Thickness-dependent interface rate in the silicon emission model: dry oxidation of Si(100) at 900 °C

Result

In the interfacial silicon emission model (Kageshima, Shiraishi and Uematsu, 1999) a small part of the silicon at the reacting interface is emitted into the oxide, and its accumulation slows the interface reaction. Let x be the oxide thickness and C_O the O₂ concentration in the oxide, taken uniform. The interface rate constant is k = k0(1 − C_I/C0), with C_I the concentration of emitted Si at the interface and C0 its saturation value. The interface consumes k·C_O molecules of O₂ and emits ν·k·C_O atoms of Si per area and time. Emitted Si diffuses with coefficient D_Si, is oxidised at the rate κ·C_O·C_Si per volume, and is absorbed at the outer surface. With N1 the number of O₂ molecules per volume of oxide, and

L = √(D_Si/(κ C_O)),  g = ν k0 C_O L/(D_Si C0),  v0 = k0 C_O/N1,

the following hold in the quasi-steady, reaction-limited regime.

(1) k(x) = k0/[1 + g tanh(x/L)], and dx/dt = v0/[1 + g tanh(x/L)].

(2) The plateau is k∞ = k0/(1 + g), and the Deal–Grove linear constant is B/A = v0/(1 + g). The initial rate exceeds it by the factor 1 + g. The relative excess is
E(x) = k/k∞ − 1 = 2g e^(−2x/L)/[(1 + g) + (1 − g) e^(−2x/L)].
It starts at g and tends to [2g/(1 + g)] e^(−2x/L) for x beyond about L. It is a single exponential only for g = 1.

(3) From a bare surface, t(x) = [x + gL ln cosh(x/L)]/v0, which tends to x = (B/A)(t + τ) with τ = gL ln 2/v0.

(4) With C_O proportional to the O₂ pressure p, g ∝ √p and n = d ln(B/A)/d ln p = 1 − g/[2(1 + g)], which lies between 1 and 1/2.

Problem

A bare Si(100) wafer is oxidised in dry O₂ at 900 °C. All inputs below are typical or assumed values, and none is a measurement.

C_O = 5.2×10¹⁶ cm⁻³ at p = 1 atm (typical solubility; Henry's law, C_O ∝ p)
N1 = 2.25×10²² cm⁻³ (typical for dry oxide)
ν = 0.010 Si atom per O₂ molecule consumed at the interface (assumed)
k0 = 4.5×10⁻⁴ cm/s (assumed)
D_Si = 1.5×10⁻¹³ cm²/s (assumed)
κ = 1.5×10⁻¹⁸ cm³/s (assumed)
C0 = 1.0×10¹⁸ cm⁻³ (assumed)
D_O = 2.5×10⁻⁹ cm²/s, diffusivity of O₂ in the oxide (assumed; used only to test the approximation)

The assumed values were chosen so that the model reproduces behaviour typical of this process at 1 atm: a linear constant near 0.2 nm/min, an initial rate about three times larger, a decay length of the excess near 7 nm and a parabolic constant near 70 nm²/min. These four features are built in and are no test of the model. Only C_O depends on pressure, and gas-phase transport is taken as fast.

(a) Find L, g, the initial rate and B/A at 1 atm.
(b) Tabulate the growth rate and the excess E at 0, 3, 5, 10 and 20 nm, and find the thickness at which E has fallen to 1/e of its initial value.
(c) Find the times to grow these thicknesses and the offset τ.
(d) Find B/A and its pressure exponent at 0.1, 1 and 10 atm.
(e) Give the size of the neglected terms.

Why the formulas hold

Let z be the distance from the Si/SiO₂ interface, so that the outer surface is at z = x. In the quasi-steady state D_Si d²C_Si/dz² = κ C_O C_Si, that is d²C_Si/dz² = C_Si/L². The solution with C_Si(0) = C_I and C_Si(x) = 0 is

C_Si(z) = C_I sinh[(x − z)/L]/sinh(x/L).

The flux leaving the interface is −D_Si dC_Si/dz at z = 0, which is (D_Si C_I/L) coth(x/L). Setting it equal to the emitted flux ν k C_O gives C_I = ν k C_O (L/D_Si) tanh(x/L), hence C_I/C0 = g (k/k0) tanh(x/L). Inserting this into k = k0(1 − C_I/C0) gives an equation linear in k,

k/k0 = 1 − g (k/k0) tanh(x/L),

whose solution is (1). The growth rate is the O₂ flux divided by N1. A film thinner than L loses its emitted Si to the surface, so C_I is small and k is near k0. A film thicker than L can remove it only by oxidation within a distance L, and C_I/C0 settles at g/(1 + g). The surface condition is essential: a reflecting surface replaces tanh by coth and gives a retarded initial rate.

For (2), E = g(1 − tanh u)/(1 + g tanh u) with u = x/L. Writing tanh u = (1 − e^(−2u))/(1 + e^(−2u)) and clearing the denominator gives the stated form. Its logarithmic slope is −(1 + g)/L at x = 0 and −2/L at large x, so for g > 1 the early decay is faster than the tail.

For (3), dt/dx = [1 + g tanh(x/L)]/v0 is integrated from x = 0, using ∫ tanh u du = ln cosh u. At large u, ln cosh u → u − ln 2, so t → (1 + g)x/v0 − gL ln 2/v0.

For (4), C_O ∝ p gives L ∝ p^(−1/2), g ∝ C_O L ∝ p^(1/2) and v0 ∝ p. Then B/A ∝ p/(1 + g), and d ln(1 + g)/d ln p = g/[2(1 + g)]. At fixed finite thickness u ∝ p^(1/2) varies too. With T = tanh u, d ln T/d ln u = 2u/sinh 2u, and the exponent of the growth rate is

(5) n(x) = 1 − [gT/(1 + gT)]·½·[1 + 2u/sinh 2u].

Solution

Unrounded values are carried throughout. The third figure is an arithmetic guard, and part (e) shows that two figures are what the approximation supports.

(a) The oxidation frequency of an emitted atom is κ C_O = (1.5×10⁻¹⁸ cm³/s)(5.2×10¹⁶ cm⁻³) = 0.078 s⁻¹, a lifetime of 12.8 s. Then

L² = (1.5×10⁻¹³ cm²/s)/(0.078 s⁻¹) = 1.92×10⁻¹² cm²,  L = 13.9 nm,  L/2 = 6.9 nm.

The largest emitted flux is ν k0 C_O = (0.010)(4.5×10⁻⁴ cm/s)(5.2×10¹⁶ cm⁻³) = 2.34×10¹¹ cm⁻² s⁻¹, and D_Si C0 = 1.5×10⁵ cm⁻¹ s⁻¹, so

g = (2.34×10¹¹ cm⁻² s⁻¹)(1.387×10⁻⁶ cm)/(1.5×10⁵ cm⁻¹ s⁻¹) = 2.16.

The product gL = ν k0/(κ C0) = 30.0 nm does not depend on pressure. The rates are

v0 = (4.5×10⁻⁴ cm/s)(5.2×10¹⁶ cm⁻³)/(2.25×10²² cm⁻³) = 1.04×10⁻⁹ cm/s = 0.624 nm/min,
k∞ = (4.5×10⁻⁴ cm/s)/3.16 = 1.42×10⁻⁴ cm/s,
B/A = (0.624 nm/min)/3.16 = 0.197 nm/min = 0.0118 µm/h.

On the plateau C_I/C0 = g/(1 + g) = 0.684, or C_I = 6.8×10¹⁷ cm⁻³. The growth curve depends on the inputs only through v0, L and g, so it cannot fix ν, D_Si, κ and C0 separately.

(b) and (c) The tail amplitude is 2g/(1 + g) = 1.37. Equations (1) to (3) give:

x (nm) | tanh(x/L) | dx/dt (nm/min) | E | tail form of E | ln cosh(x/L) | t (min)
0 | 0 | 0.624 | 2.16 | 1.37 | 0 | 0
3 | 0.213 | 0.427 | 1.17 | 0.887 | 0.0232 | 5.9
5 | 0.346 | 0.357 | 0.810 | 0.665 | 0.0636 | 11.1
10 | 0.618 | 0.267 | 0.354 | 0.323 | 0.240 | 27.6
20 | 0.894 | 0.213 | 0.078 | 0.076 | 0.803 | 70.7

As an example, at 10 nm u = 0.721, 1 + g tanh u = 2.34, dx/dt = (0.624 nm/min)/2.34 = 0.267 nm/min, and t = [10 nm + (30.0 nm)(0.240)]/(0.624 nm/min) = 27.6 min. At the plateau rate alone the same film would need (10 nm)/(0.197 nm/min) = 50.7 min. The share of the emitted Si that reaches the outer surface is the ratio of the fluxes at z = x and z = 0, 1/cosh(x/L), which is 0.79 at 10 nm and 0.45 at 20 nm.

The local decay length of E grows from L/(1 + g) = 4.4 nm at the start to L/2 = 6.9 nm in the tail. Setting E = g/e, with e the base of natural logarithms, gives e^(−2x/L) = (1 + g)/(2e − 1 + g) = 0.479, so x = −(L/2) ln 0.479 = 5.1 nm. A single exponential fitted to this curve returns a length that depends on the fitted range.

The offset is τ = (30.0 nm)(ln 2)/(0.624 nm/min) = 33.3 min, and the equivalent thickness is (B/A)τ = gL ln 2/(1 + g) = 6.6 nm. For any g this thickness stays below L ln 2 = 9.6 nm.

(d) With p in atm, L = 13.9 nm/√p, g = 2.16 √p and v0 = 0.624 p nm/min:

p (atm) | L (nm) | g | v0 (nm/min) | B/A (nm/min) | n | k∞L/D_O
0.1 | 43.9 | 0.684 | 0.0624 | 0.0371 | 0.80 | 0.47
1 | 13.9 | 2.16 | 0.624 | 0.197 | 0.66 | 0.079
10 | 4.39 | 6.84 | 6.24 | 0.796 | 0.56 | 0.010

From 0.1 to 1 atm B/A rises by a factor of 5.3, a mean exponent of log₁₀ 5.3 = 0.73, and over the two decades it rises by a factor of 21. Higher pressure makes the initial enhancement larger and confines it to a thinner film. At fixed thickness and 1 atm, equation (5) gives n = 1 at x = 0, 0.51 at 10 nm, 0.56 at 20 nm and 0.66 on the plateau. The exponent passes through a minimum: near x ≈ L much of the emitted Si still leaves through the surface, a route that does not strengthen with pressure, while the emission is proportional to p.

(e) Three terms were neglected.

Transient and drift terms. In the frame of the interface the oxide moves outward at dx/dt. Relative to diffusion, this drift and the time derivative are of order v0 L/D_Si = (1.04×10⁻⁹ cm/s)(1.387×10⁻⁶ cm)/(1.5×10⁻¹³ cm²/s) = 0.0096 at most. This rests on the assumed D_Si. A much smaller D_Si with the same L and g would require the time-dependent equation.

Oxide formed from emitted Si. Each emitted atom that is oxidised in the film or at its surface takes up one further O₂, which multiplies the growth rate by 1 + ν, a change of 1 %.

Oxidant diffusion. The O₂ flux k C_O needs a gradient, so the interface concentration lies below the surface value by the fraction ε = k x/D_O to first order. Here B = 2 D_O C_O/N1 = 69 nm²/min and A = 2 D_O/k∞ = 351 nm, so B/A is a plateau only in the window L/2 ≪ x ≪ A/2, between 6.9 nm and 176 nm. The rate falls by less than ε, because less oxidant also means less emission. If only the interface value were lowered and the sink κ C_O were unchanged, the rate would be proportional to C/(1 + gT·C/C_O), with C the interface value, and the relative slowdown would be ε/(1 + gT). If C_O were lowered by ε throughout the film it would be n(x)·ε. The true linear profile weakens the sink by an intermediate amount, so to first order in ε the slowdown lies between these bounds:

x (nm) | k (cm/s) | ε | lower bound | upper bound | E
10 | 1.93×10⁻⁴ | 0.077 | 3.3 % | 3.9 % | 35 %
20 | 1.53×10⁻⁴ | 0.12 | 4.2 % | 6.9 % | 7.8 %

Up to 10 nm the correction is about a tenth of the excess or less. At 20 nm it rivals the excess, so the tail of E cannot be separated from the growth rate there without treating oxidant diffusion. The upper bound rises with x over this range, so its end value limits the added time to (27.6 min)(3.9 %) = 1.1 min at 10 nm and (70.7 min)(6.9 %) = 4.9 min at 20 nm. The last column of the pressure table applies the same test at x = L. At 0.1 atm it is 0.47, so no clean plateau exists, and the B/A and n listed for that pressure are formal limits of the interface law. The continuum description itself is doubtful for the first nanometre or so, a thickness of only a few atomic layers.

Answers

For these inputs the model gives, at 1 atm, L = 14 nm, g = 2.2, an initial rate of 0.62 nm/min falling to B/A = 0.20 nm/min, and a 1/e thickness of the excess of 5.1 nm. It grows 5 nm in 11 min and 10 nm in 28 min, the latter up to 1.1 min longer with oxidant diffusion. The offset is τ = 33 min, and the pressure exponent of B/A is 0.66 at 1 atm with a mean of 0.73 between 0.1 and 1 atm. These numbers are the model's, not the material's. The equivalent thickness of 6.6 nm is smaller by a factor of three to four than the fictitious initial thickness of 20 to 25 nm that is typical of linear-parabolic fits of the Deal–Grove (1965) form to dry oxidation. Those fits extend over much thicker films, and with L = 14 nm no value of g closes the gap, since the model's offset is bounded by 9.6 nm.